CAM-B3LYP looks wrong. Its orbital gap, 11.03 eV in the same run, is twice that of BLYP, and in a simple one-excitation picture a larger gap means less deshielding. Yet its carbonyl oxygen has the lowest shielding of the eight functionals, $-103.9$ ppm against $-100.9$ ppm for BLYP. The row is sound: the gap of a hybrid is not the energy that the magnetic response feels.

Isotropic GIAO NMR shieldings σ of methyl butanoate, SMILES CCCC(=O)OC, from non-relativistic gas-phase DFT in PySCF 2.14.0 with density fitting, all at the PBE0-D3(BJ)/def2-SVP geometry. Atoms are numbered from 1 in SMILES order, hydrogens after the heavy atoms; values for equivalent atoms are averaged.

| functional | basis | exact exchange, long range (%) | σ C2 (ppm) | σ O5 (ppm) | σ H8 (ppm) |
| --- | --- | --- | --- | --- | --- |
| BLYP | pcSseg-1 | 0 | 153.1 | -100.9 | 30.44 |
| BP86 | pcSseg-1 | 0 | 158.9 | -94.2 | 30.37 |
| KT3 | pcSseg-1 | 0 | 160.4 | -72.1 | 30.41 |
| OPBE | pcSseg-1 | 0 | 164.8 | -81.1 | 30.36 |
| PBE | pcSseg-1 | 0 | 159.1 | -96.1 | 30.31 |
| CAM-B3LYP | pcSseg-1 | 65 | 163.3 | -103.9 | 30.40 |
| LC-wPBE | pcSseg-1 | 100 | 171.5 | -95.4 | 30.44 |
| wB97X-D | pcSseg-1 | 100 | 165.7 | -98.2 | 30.47 |
| PBE0 | 6-311+G(2d,p) | 25 | 167.2 | -82.7 | 30.65 |
| PBE0 | 6-31G | 25 | 181.1 | -91.7 | 31.56 |
| PBE0 | 6-31G(d) | 25 | 175.7 | -55.5 | 31.02 |
| PBE0 | STO-3G | 25 | 210.4 | -63.6 | 31.99 |
| PBE0 | aug-cc-pVDZ | 25 | 175.0 | -54.0 | 30.48 |
| PBE0 | cc-pVDZ | 25 | 176.3 | -64.3 | 30.47 |
| PBE0 | def2-SVP | 25 | 176.1 | -65.0 | 30.59 |
| PBE0 | def2-TZVP | 25 | 166.7 | -85.6 | 30.62 |
| PBE0 | pcSseg-0 | 25 | 175.3 | -141.1 | 31.82 |

Here $\sigma$ is the isotropic shielding, larger for a more shielded nucleus. C2 is the CH$_2$ carbon $\beta$ to the carbonyl, O5 the carbonyl oxygen, H8 the mean of the three protons of the chain-end methyl. The table holds two series, eight functionals in pcSseg-1 and PBE0 in nine other bases. They share no basis, so PBE0 cannot be placed among the other functionals, and all differences below are spreads between levels, not errors.

**The term that moves.** In Ramsey's picture $\sigma=\sigma_\mathrm{d}+\sigma_\mathrm{p}$. The diamagnetic part is a ground-state average dominated by the core. The paramagnetic part arises because the field mixes occupied orbitals $i$ with empty ones $a$:

$$\sigma_\mathrm{p}\propto-\sum_{ia}\frac{\langle i|L|a\rangle\langle a|L/r^{3}|i\rangle}{\Delta_{ia}},$$

with $L$ the angular momentum, $r$ the distance from the nucleus and $\Delta_{ia}$ an excitation denominator. The split depends on convention with GIAOs, but within one basis its message is plain: over the functionals $\sigma_\mathrm{d}$ of O5 spans 2.6 ppm and $\sigma_\mathrm{p}$ 32.0 ppm; for C2 the spans are 1.6 and 18.1 ppm. The oxygen is not the more fickle nucleus in relative terms. Its paramagnetic part, near $-500$ ppm, varies by 6% of its mean, that of C2 by 21%. Hydrogen has almost no valence p character for $L/r^3$ to act on, so both parts of $\sigma$ H8 change by only tenths of a ppm; they partly offset each other, and the total spans 0.16 ppm. That is a tenth of its 1.52 ppm spread over bases, and the order of functionals within it deserves no explanation.

**One excitation, for the GGAs.** Without exact exchange the response to a magnetic field is uncoupled, and $\Delta_{ia}$ is exactly an orbital-energy difference. If one pair dominates, it is the HOMO and LUMO, and its matrix elements are alike for all functionals, then $\sigma_\mathrm{p}=-A/E_\mathrm{g}$ with $E_\mathrm{g}$ the gap. By standard carbonyl chemistry that pair is the oxygen lone pair and $\pi^*$, two p orbitals on O5 that a rotation about the C=O axis turns into each other. Fitted to the five GGAs, $A=2771$ ppm eV for O5. For KT3, one of the fitted rows, $\sigma_\mathrm{p}=-2771/5.74\approx-483$ ppm, against $-478.5$ ppm computed. KT3, a functional designed for shieldings, has the widest GGA gap, and the model gives it $499.7-482.7=17.0$ of the 29.3 ppm by which its $\sigma_\mathrm{p}$ lies above that of BLYP. That share is generous: the model scales all of $\sigma_\mathrm{p}$ with the gap, while the tensor below leaves this one pair about half of it at most, so the gap also stands in for other pairs.

The model is half right at best: its rms residual is 6.4 ppm, against 11.0 ppm for a constant $\sigma_\mathrm{p}$, on five points. OPBE is the worst miss. From PBE to OPBE only the exchange functional changes and the gap grows by 0.05 eV, worth about 4 ppm in the model, while $\sigma_\mathrm{p}$ rises by 16.4 ppm. The tensor shows why one excitation cannot suffice. In OPBE the principal values of O5 lie 760, 618 and 79 ppm below the isotropic $\sigma_\mathrm{d}$, so two directions are strongly deshielded, and $n\to\pi^*$ can serve only one; the other needs higher pairs such as $\sigma\to\pi^*$ or $\pi\to\sigma^*$. From PBE to OPBE both deshielded principal values rise, by 28.4 and 16.4 ppm, and the third by only 0.2 ppm; both rises exceed what a gap change of under 1% can give. Whether the exchange of OPBE acts through other denominators or through the $1/r^3$ elements is not settled here. For C2 the gap model does no better than a constant, which fits a saturated carbon whose $\sigma\to\sigma^*$ excitations have little to do with orbitals on the carbonyl.

**Exact exchange.** Applied to CAM-B3LYP, which was not fitted, the model gives $-2771/11.03=-251$ ppm against $-510.5$ ppm. Theory accounts for the failure in two steps. With a share $c_x$ of exact exchange, the empty orbital feels less of the hole left in $i$, and the orbital difference $\Delta\varepsilon$ grows by roughly $c_xJ_{ia}$, where $J_{ia}$ is the Coulomb integral of the pair. But the response is now coupled, and for a purely imaginary perturbation the diagonal of the response matrix is $\Delta\varepsilon-c_x(J_{ia}-K_{ia})$, with $K_{ia}$ the exchange integral, which is small for $n\to\pi^*$. Most of what opened the gap is taken back; the off-diagonal coupling between pairs, left out of this argument, also contributes. This is written for a global hybrid; in the range-separated functionals of the table the share depends on the distance between the electrons and sits inside the integrals, but the argument is the same. Keeping $A$ fixed, the three hybrids need denominators of 5.4 to 5.5 eV, a reduction of 6 to 8 eV. This restates that $\sigma_\mathrm{p}$ stayed put; it does not measure $J-K$.

The runs do show that the indifference is local to C=O. From PBE to LC-wPBE, O5 moves by $+0.7$ and the carbonyl carbon C4 by $+0.4$ ppm, while C2 gains 12.4 and the alkoxy oxygen O6 30.0 ppm; BLYP to CAM-B3LYP repeats the pattern. A plausible reading, not shown by these numbers, is that the cancellation is nearly complete for a compact pair on one bond and less so for pairs spread over several bonds, whose denominators rise. An unchanged isotropic value can also hide tensor components that move in opposite directions, so it does not prove that every pair on C=O is unaffected. The other three saturated carbons of this molecule do follow C2. O6 is conjugated with the carbonyl group, so it is no guide to the oxygen of a plain ether.

The exact-exchange column is no single dose, since it gives the long-range share only; the short-range shares are by definition about 19% (CAM-B3LYP), 0% (LC-wPBE) and 22% (wB97X-D). The two 100% rows differ by $171.5-165.7=5.8$ ppm in C2, and a straight line in this column explains little of O5.

**Basis.** The spreads over bases, 43.7 ppm for C2 and 87.1 ppm for O5, exceed those over functionals, but only through the unpolarised sets: among the six polarised bases they are 9.6 and 31.6 ppm. Because of $1/r^3$, $\sigma_\mathrm{p}$ needs p functions flexible near the nucleus, and a stiff basis underestimates the deshielding. C2 accordingly falls in strict order from minimal through all double-zeta to both triple-zeta sets. O5 has a second, opposite effect: d functions raise it by 36.2 ppm from 6-31G to 6-31G(d), 35.4 ppm of it paramagnetic, while C2 drops by 5.4 ppm. A better description of the C=O bond is the guess for the sign.

The two effects add, and this places the odd rows. STO-3G lacks both, and they cancel: O5 lies within 0.7 ppm of cc-pVDZ while C2 is 34.1 ppm off. pcSseg-0 has no d functions but is optimised for shieldings, so both push down, to $-141.1$ ppm; the part of its tight p region in this is argued from the design of the basis. H8 follows polarisation: 31.56 to 31.99 ppm without any, 31.02 with d only, 30.47 to 30.65 with p on hydrogen. A descriptive sum $s_0+a/\zeta+bP$ ($\zeta$ the valence zeta level, $P$ one with d functions and zero without), fitted to all bases but pcSseg-0, leaves rms residuals of 0.5 ppm for C2 and 6.5 ppm for O5, and misses pcSseg-0 by 44 ppm in O5. It has three constants for four classes of basis, so $s_0$ is no basis limit, and it has no term for diffuse functions, which raise O5 by 10.3 ppm in the cc-pVDZ pair. The residuals are in the output printed below.

**In practice.** Polarise all atoms, and do not take ordinary double zeta as converged: def2-SVP to def2-TZVP lowers C2 by 9.4 and O5 by 20.6 ppm. Judge a basis on several nuclei. Take shifts against a reference at the same level and of like bonding: over the functionals the difference between the methyl carbon C1 and C2 spans 3.0 ppm, that between C2 and C4 22.6 ppm. Before blaming a functional for a mismatch with a spectrum, recall that these values are for one gas-phase conformer, non-relativistic and without vibrational averaging. A solvent that binds the lone pair acts directly on O5, and the three protons averaged in H8 differ by $30.85-30.15=0.70$ ppm in BLYP, four times the spread over functionals.

Numerical output:

```
rounding floor: C,O 0.05 ppm; H 0.005 ppm
C2 spread ppm: functionals 18.40, GGAs 11.70, bases 43.70
O5 spread ppm: functionals 31.80, GGAs 28.80, bases 87.10
H8 spread ppm: functionals 0.16, GGAs 0.13, bases 1.52
C2: spread dia 1.6, para 18.1 ppm (21% of mean para)
  GGA -A/gap: A 490 ppm eV, rms 3.2 ppm; constant para rms 3.3
  vs exx: 0.089 ppm/%, rms 3.4 (no model 5.2), worst BLYP -6.0
O5: spread dia 2.6, para 32.0 ppm (6% of mean para)
  GGA -A/gap: A 2771 ppm eV, rms 6.4 ppm; constant para rms 11.0
  vs exx: -0.100 ppm/%, rms 9.0 (no model 10.0), worst KT3 +17.3
functional gap/eV paraC2 paraO5 modelO5 resid A/|para|(eV) gap minus that
BLYP        5.54  -92.8  -507.9  -499.7    -8.2  5.46 +0.09
BP86        5.58  -88.2  -500.3  -496.7    -3.6  5.54 +0.04
KT3         5.74  -86.8  -478.5  -482.7    +4.2  5.79 -0.05
OPBE        5.59  -82.3  -485.5  -495.5   +10.0  5.71 -0.12
PBE         5.54  -87.6  -501.9  -499.8    -2.2  5.52 +0.02
CAM-B3LYP  11.03  -82.3  -510.5  -251.2  -259.3  5.43 +5.60
LC-wPBE    13.62  -74.7  -501.4  -203.4  -298.0  5.53 +8.09
wB97X-D    12.17  -80.8  -504.4  -227.6  -276.8  5.49 +6.68
BLYP>CAM-B3LYP: gap+5.48 C2+10.2(p+10.5) C4+1.1 O5-3.0(p-2.7) O6+23.1 H8-0.04
PBE>LC-wPBE: gap+8.08 C2+12.4(p+12.8) C4+0.4 O5+0.7(p+0.5) O6+30.0 H8+0.13
PBE>OPBE: gap+0.05 C2+5.7(p+5.2) C4+12.8 O5+15.0(p+16.4) O6+7.9 H8+0.05
BLYP>KT3: gap+0.20 C2+7.3(p+6.0) C4+18.3 O5+28.8(p+29.3) O6+12.7 H8-0.03
PBE>BP86: gap+0.03 C2-0.2(p-0.7) C4-0.5 O5+1.9(p+1.6) O6+0.6 H8+0.06
spread over functionals: C1-C2 3.0, C2-C4 22.6 ppm
O5 tensor OPBE: mean -81.1, span 680, minus iso dia [-760. -618.  -79.]
O5 tensor PBE0/cc-pVDZ: mean -64.3, span 693, minus iso dia [-753. -595.  -60.]
C2 basis fit: s0 152.77 a 57.31 b -5.41 ppm, rms 0.50; r(gap) -0.19
O5 basis fit: s0 -135.31 a 76.89 b 33.29 ppm, rms 6.50; r(gap) -0.35
H8 basis fit: s0 31.33 a 0.57 b -0.51 ppm, rms 0.10; r(gap) +0.12
basis, gap/eV, residuals C2 O5 H8 (pcSseg-0 not fitted; H8 polarisation = d + pH)
6-311+G(2d,p)   8.15   +0.7   -6.3  +0.15
6-31G           8.25   -0.3   +5.2  -0.05
6-31G(d)        8.37   -0.3   +8.1  -0.08
STO-3G          8.12   +0.3   -5.2  +0.09
aug-cc-pVDZ     7.85   -1.0   +9.6  -0.11
cc-pVDZ         8.34   +0.3   -0.7  -0.12
def2-SVP        8.36   +0.1   -1.4  -0.00
def2-TZVP       8.30   +0.2   -9.2  +0.12
pcSseg-0        8.36   -6.1  -44.2  +0.21
STO-3G>6-31G: C2 -29.3 O5 -28.1 H8 -0.43
6-31G>6-31G(d): C2 -5.4 O5 +36.2 H8 -0.54
cc-pVDZ>aug-cc-pVDZ: C2 -1.3 O5 +10.3 H8 +0.01
def2-SVP>def2-TZVP: C2 -9.4 O5 -20.6 H8 +0.03
6-31G>pcSseg-0: C2 -5.8 O5 -49.4 H8 +0.26
STO-3G>cc-pVDZ: C2 -34.1 O5 -0.7 H8 -1.52
6-31G>6-31G(d) para: C2 -6.8, O5 +35.4 ppm
H8 ranges: p on H 30.47-30.65; unpolarised 31.56-31.99
```
